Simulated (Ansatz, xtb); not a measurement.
# Relative energy of two isomers of C3H5GeNSi

Structure I is `C#C[Si@@H]([GeH3])C#N`, a singlet and structure II is `C#[C][Ge@@H]([SiH3])[C]#N`, a singlet. Both are isolated molecules in the gas phase, relaxed with r2SCAN-D4/def2-SVP.

I (Å):

```yaml
atoms:
  - { symbol: C, position_ang: [1.2837, 0.0009, -0.9440] }
  - { symbol: C, position_ang: [0.3619, -0.5729, -0.3857] }
  - { symbol: C, position_ang: [-2.4446, -1.5594, -0.6576] }
  - { symbol: Ge, position_ang: [-1.7347, -0.0014, 2.3217] }
  - { symbol: N, position_ang: [-3.3770, -1.6561, -1.3502] }
  - { symbol: Si, position_ang: [-1.0109, -1.3689, 0.5123] }
  - { symbol: H, position_ang: [2.0953, 0.4997, -1.4448] }
  - { symbol: H, position_ang: [-0.6264, -2.7396, 0.9487] }
  - { symbol: H, position_ang: [-2.1554, 1.3690, 1.7795] }
  - { symbol: H, position_ang: [-2.9209, -0.6673, 3.0305] }
  - { symbol: H, position_ang: [-0.5756, 0.1702, 3.3127] }
```

II (Å):

```xyz
11

C     0.9952   -1.2539   -0.6988
C     0.2821   -0.3363   -0.3283
C    -0.9051    1.1043    2.1088
Ge   -0.9030    1.0487    0.1791
N    -0.9708    1.1424    3.2714
Si   -3.1233    0.5570   -0.5315
H     1.6342   -2.0597   -1.0155
H    -0.3485    2.3990   -0.2846
H    -4.0342    1.6388   -0.0587
H    -3.5198   -0.7554    0.0520
H    -3.1338    0.4892   -2.0216
```

Quicker runs give these differences E(II) − E(I): GFN2-xTB −6.0 kcal/mol; HF/STO-3G +1.9 kcal/mol (at GFN2-xTB geometries); r2SCAN-D4/def2-SVP//GFN2-xTB +8.1 kcal/mol.

Q: Estimate which is lower in electronic energy at CCSD(T)/def2-SVP + ΔMP2/def2-TZVPP, and by roughly how much.

A: The CCSD(T)/def2-SVP + ΔMP2/def2-TZVPP calculation puts structure I lower, by 6.1 kcal/mol.

Level by level:

| level | geometry | E(II) − E(I) (kcal/mol) | departure from the last row (kcal/mol) | job, with rough time for the two |
| --- | --- | --- | --- | --- |
| GFN2-xTB | GFN2-xTB | −6.0 | −12.1 | optimisation, 0.66 s |
| HF/STO-3G | GFN2-xTB | +1.9 | −4.2 | single point, 1.6 s |
| r2SCAN-D4/def2-SVP//GFN2-xTB | GFN2-xTB | +8.1 | +1.9 | single point, 8.7 s |
| r2SCAN-D4/def2-SVP | r2SCAN-D4/def2-SVP | +9.0 | +2.8 | optimisation, 99 s |
| HF/def2-SVP | r2SCAN-D4/def2-SVP | +6.9 | +0.7 | part of the CCSD(T) run |
| MP2/def2-SVP | r2SCAN-D4/def2-SVP | +7.1 | +1.0 | part of the CCSD(T) run |
| CCSD(T)/def2-SVP | r2SCAN-D4/def2-SVP | +6.8 | +0.7 | single point |
| CCSD(T)/def2-SVP + ΔMP2/def2-TZVPP | r2SCAN-D4/def2-SVP | +6.1 |  | single point, 1.8 min |

As drawn, II has 2 C–Ge, 2 Si–H in place of 2 C–Si, 2 Ge–H.

GFN2-xTB puts the two in the other order. The largest departure from CCSD(T)/def2-SVP + ΔMP2/def2-TZVPP is that of GFN2-xTB, 12.1 kcal/mol. The last row adds to CCSD(T) the change of the MP2 difference between the two basis sets, here −0.7 kcal/mol.

With thermal terms from frequencies at re-optimised GFN2-xTB minima (ideal gas, soft modes damped towards free rotors, one conformer each, 298.15 K, 1 atm): the zero-point term adds 0.0 kcal/mol; ΔH is +6.2 and ΔG +6.1 kcal/mol.

The correlated steps freeze 18 core orbitals; the filled d shell of Ge is correlated, in a basis made for valence electrons. Codes used: Ansatz 0.2.0, xtb 6.7.1; the last row on 2 threads of AMD EPYC 7R43 64-Core Processor (Zen 3) on a shared host.

Structure I is favoured because silicon, rather than germanium, carries both the ethynyl and cyano groups. Moving them to germanium trades two Si–C and two Ge–H bonds for two Ge–C and two Si–H bonds. The gain in Si–H strength probably fails to repay the loss in Si–C strength: silicon is more electropositive than germanium and overlaps better with carbon, so it gains more from binding electronegative sp carbons.

The preference is already present at Hartree–Fock in the split-valence basis, +6.9 kcal/mol against +6.8 with CCSD(T), so differential correlation is not its origin. The reversed order from GFN2-xTB is not mainly a geometry problem, since r2SCAN-D4 favours I on those same structures; an imbalance in its parametrised Si and Ge bond energies is more likely. Thermal terms barely alter the gap, so the preference is essentially electronic. The comparison supports an order between these two connectivities, but doesn't establish I as the most stable isomer of this composition.
